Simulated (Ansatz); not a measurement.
# Bi2Se3: energy above lowest point and pressure against volume scale

Free energy against uniform scaling of the volume at fixed shape and fractions; periodic cell, basis, potentials, k mesh and filling as listed. The results are calculated, by Ansatz 0.2.0.

The cell before it is scaled or strained (space group R-3m, No. 166):
```
cell vectors (Å)
   2.0715     1.1960     9.5453
  -2.0715     1.1960     9.5453
   0.0000    -2.3920     9.5453
atoms (fractions of the cell vectors)
Bi  0.40080  0.40080  0.40080
Bi  0.59920  0.59920  0.59920
Se  0.00000  0.00000  0.00000
Se  0.21170  0.21170  0.21170
Se  0.78830  0.78830  0.78830
```

Settings of every row: functional PBE; dispersion D3(BJ); potentials norm-conserving; wave cutoff 1170.1 eV; density cutoff 4680.4 eV; k mesh 5x5x5; k shift 0x0x0; occupations fixed; smearing width 0 eV; spin none; SCF threshold exponent -6.

Limits: a layered crystal: even scaling strains the bonds within the layers, so this curve is stiffer than the crystal under pressure; coarse k mesh, up to 40 meV an atom off; stress loosely converged; no spin-orbit coupling, which can matter with elements this heavy.

```csv
row,volume scale,V (Å³/atom),energy above lowest point (meV/atom),pressure (GPa)
1,0.9,25.541,70,8.53
2,0.925,26.25,38,5.98
3,0.95,26.959,16.5,3.76
4,0.975,27.669,4.2,1.82
5,1,28.378,0,0.13
6,1.025,29.088,?,?
7,1.05,29.797,11.6,-2.63
8,1.075,30.507,25.8,-3.75
9,1.1,31.216,44.5,-4.72
```

Question: what energy above lowest point and pressure should row 6 give?

Worked fit of energy above lowest point. Take u = (V_r/V)^(2/3) − 1 with V_r = 28.023 Å³ an atom, which is twice the finite (Eulerian) strain; such expansions in the strain, on which the Birch-Murnaghan equation of state is built, carry the rest volume and the bulk modulus. The shown rows have u = 0.06378, 0.04454, 0.02614, 0.00851, -0.00836, -0.0401, -0.05505, -0.06941. Least squares give energy above lowest point = 1.19 + 248.5 × u + 12809 × u² + 3384 × u³ meV/atom; a parabola predicts inner rows, each left out in turn, worse (root mean square 0.23 against 0.038 meV/atom). All shown rows lie on it to the printed digit. Its lowest point lies at u = -0.0097, or V = 28.44 Å³ an atom, and the curvature there gives the bulk modulus at fixed shape and fractions, B = (4/9)(1 + u)² E″(u)/V = 62.4 GPa. Letting shape and atoms relax would as a rule lower it, by much in layered, chain or molecular crystals. The withheld row has u = -0.02456, so the fit gives 1.19 + 248.5 × (-0.02456) + 12809 × (-0.02456)² + 3384 × (-0.02456)³ = 2.8 meV/atom.

The calculation gave 2.7 meV/atom. The fit lies 0.1 meV/atom (0.14 % of the column's range) above it, one unit of the last digit.

Worked fit of pressure. Take u = (V_r/V)^(2/3) − 1 with V_r = 28.023 Å³ an atom, which is twice the finite (Eulerian) strain; such expansions in the strain, on which the Birch-Murnaghan equation of state is built, carry the rest volume and the bulk modulus. The shown rows have u = 0.06378, 0.04454, 0.02614, 0.00851, -0.00836, -0.0401, -0.05505, -0.06941. Least squares give pressure = 0.947 + 100.11 × u + 280.7 × u² + 213 × u³ GPa; a parabola predicts inner rows, each left out in turn, worse (root mean square 0.015 against 0.0014 GPa). All shown rows lie on it to the printed digit. The pressure vanishes at u = -0.0097, or V = 28.44 Å³ an atom, and there the bulk modulus at fixed shape and fractions is B = −V dP/dV = (2/3)(1 + u) dP/du = 62.5 GPa. Letting shape and atoms relax would as a rule lower it, by much in layered, chain or molecular crystals. The withheld row has u = -0.02456, so the fit gives 0.947 + 100.11 × (-0.02456) + 280.7 × (-0.02456)² + 213 × (-0.02456)³ = -1.35 GPa.

The calculation gave -1.34 GPa. The fit lies 0.01 GPa (0.075 % of the column's range) below it, one unit of the last digit.
